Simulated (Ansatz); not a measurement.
A series in volume scale on Sr3Zn

Free energy against uniform scaling of the volume at fixed shape and fractions; periodic cell, basis, potentials, k mesh and filling as listed. The results are calculated, by Ansatz 0.2.0.

The cell before it is scaled or strained (space group Pm-3m, No. 221):
```
Sr3Zn
1.0
      5.4799     0.0000     0.0000
      0.0000     5.4799     0.0000
      0.0000     0.0000     5.4799
Sr Zn
3 1
Direct
  0.50000 0.00000 0.50000
  0.50000 0.50000 0.00000
  0.00000 0.50000 0.50000
  0.00000 0.00000 0.00000
```

Settings of every row: functional PBEsol; dispersion none; potentials PAW; wave cutoff 421.78 eV; density cutoff 1687.1 eV; k mesh 4x4x4; k shift 0x0x0; occupations fermi dirac; smearing width 0.1 eV; spin none.

Limits: coarse k mesh, up to 40 meV an atom off; minimum outside the range; the cell comes from a prototype or a list of computed structures and needn't be the stable phase.

```csv
row,volume scale,V (Å³/atom),energy above lowest point (meV/atom),pressure (GPa)
1,0.94,38.671,0,-0.15
2,0.96,39.494,1.5,-0.45
3,0.98,40.317,4.6,-0.73
4,1,41.139,9,-0.98
5,1.02,41.962,?,?
6,1.04,42.785,21.4,-1.41
7,1.06,43.608,29.1,-1.6
```

Question: what energy above lowest point and pressure should row 5 give?

Worked fit of energy above lowest point. Take u = (V_r/V)^(2/3) − 1 with V_r = 40.728 Å³ an atom, which is twice the finite (Eulerian) strain; such expansions in the strain, on which the Birch-Murnaghan equation of state is built, carry the rest volume and the bulk modulus. The shown rows have u = 0.03515, 0.02072, 0.00678, -0.00667, -0.03231, -0.04453. Least squares give energy above lowest point = 6.63 − 328.4 × u + 3961 × u² meV/atom; a straight line predicts inner rows, each left out in turn, worse (root mean square 2.5 against 0.027 meV/atom). All shown rows lie on it to the printed digit. The withheld row has u = -0.0197, so the fit gives 6.63 − 328.4 × (-0.0197) + 3961 × (-0.0197)² = 14.6 meV/atom.

The calculation gave 14.6 meV/atom. The fit meets it to the printed digit.

Worked fit of pressure. Take u = (V_r/V)^(2/3) − 1 with V_r = 40.728 Å³ an atom, which is twice the finite (Eulerian) strain; such expansions in the strain, on which the Birch-Murnaghan equation of state is built, carry the rest volume and the bulk modulus. The shown rows have u = 0.03515, 0.02072, 0.00678, -0.00667, -0.03231, -0.04453. Least squares give pressure = −0.857 + 18.6 × u + 43.4 × u² GPa; a straight line predicts inner rows, each left out in turn, worse (root mean square 0.028 against 0.003 GPa). All shown rows lie on it to the printed digit. The withheld row has u = -0.0197, so the fit gives −0.857 + 18.6 × (-0.0197) + 43.4 × (-0.0197)² = -1.21 GPa.

The calculation gave -1.21 GPa. The fit meets it to the printed digit.
